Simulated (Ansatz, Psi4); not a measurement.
How methods differ on HBS (SMILES B=S)

The species is HBS (3 atoms), meant as a singlet with charge 0. SMILES: `B=S`. The shape is that of a PBE0-D4/def2-TZVP optimisation.

```xyz
3

B    -0.0387   -0.0146    0.1348
S     0.3992    0.1476   -1.3933
H    -0.3605   -0.1331    1.2585
```

Each level gives the energy change with the B1–H3 bond stretched from 1.175 to 1.351 Å (eV). The values are calculated.

```json
{"level": "HF/def2-TZVPPD (restricted)", "kind": "Hartree–Fock", "program": "Ansatz", "value (eV)": "0.37", "CPU time (all runs)": "3.5 s"}
{"level": "SVWN5/def2-TZVPPD (restricted)", "kind": "LDA", "program": "Psi4", "value (eV)": "0.27", "CPU time (all runs)": "21 s"}
{"level": "r2SCAN/def2-TZVPPD (restricted)", "kind": "meta-GGA", "program": "Ansatz", "value (eV)": "0.32", "CPU time (all runs)": "13 s"}
{"level": "B3LYP/def2-TZVPPD (restricted)", "kind": "global hybrid", "program": "Psi4", "value (eV)": "0.34", "CPU time (all runs)": "13 s"}
{"level": "BHLYP/def2-TZVPPD (restricted)", "kind": "global hybrid", "program": "Ansatz", "value (eV)": "0.37", "CPU time (all runs)": "8.2 s"}
{"level": "wB97X/def2-TZVPPD (restricted)", "kind": "range-separated hybrid", "program": "Ansatz", "value (eV)": "0.32", "CPU time (all runs)": "26 s"}
{"level": "RPA@PBE/def2-TZVPPD (restricted)", "kind": "RPA", "program": "Ansatz", "value (eV)": "0.31", "CPU time (all runs)": "11 s"}
{"level": "MP3/def2-TZVPPD (restricted)", "kind": "perturbation theory", "program": "Psi4", "value (eV)": "0.34", "CPU time (all runs)": "50 s"}
{"level": "CCSD/def2-TZVPPD (restricted)", "kind": "coupled cluster or CI", "program": "Ansatz", "value (eV)": "0.33", "CPU time (all runs)": "11 s"}
```

The first shape isn't each level's own minimum. The values span 0.27 to 0.37 eV. Times are those of the runs behind each value, whatever else they computed, on shared processors of several kinds: orders of magnitude only.

Stretching the B–H bond costs 0.33 eV with CCSD, and most of the other levels fall close to this. Hartree–Fock, at 0.37 eV, makes the stretch too costly. As the σ bond lengthens, its bonding and antibonding orbitals approach in energy and left–right correlation grows, which stabilises the stretched structure in a way that a single closed-shell determinant cannot describe. MP3 and CCSD recover much of this effect and lower the cost accordingly.

LDA lies at the other extreme with 0.27 eV, probably in part because it favours longer bonds to hydrogen, so that the stretch starts on the compressed side of its own minimum. The density functionals do not sort simply by type: BHLYP matches Hartree–Fock, whereas the range-separated hybrid wB97X coincides with the meta-GGA r2SCAN at 0.32 eV.

The agreement between r2SCAN, B3LYP, wB97X and CCSD supports using these functionals for moderate B–H displacements in HBS. A single finite stretch does not separate harmonic stiffness from anharmonicity, nor does it test the approach to dissociation.
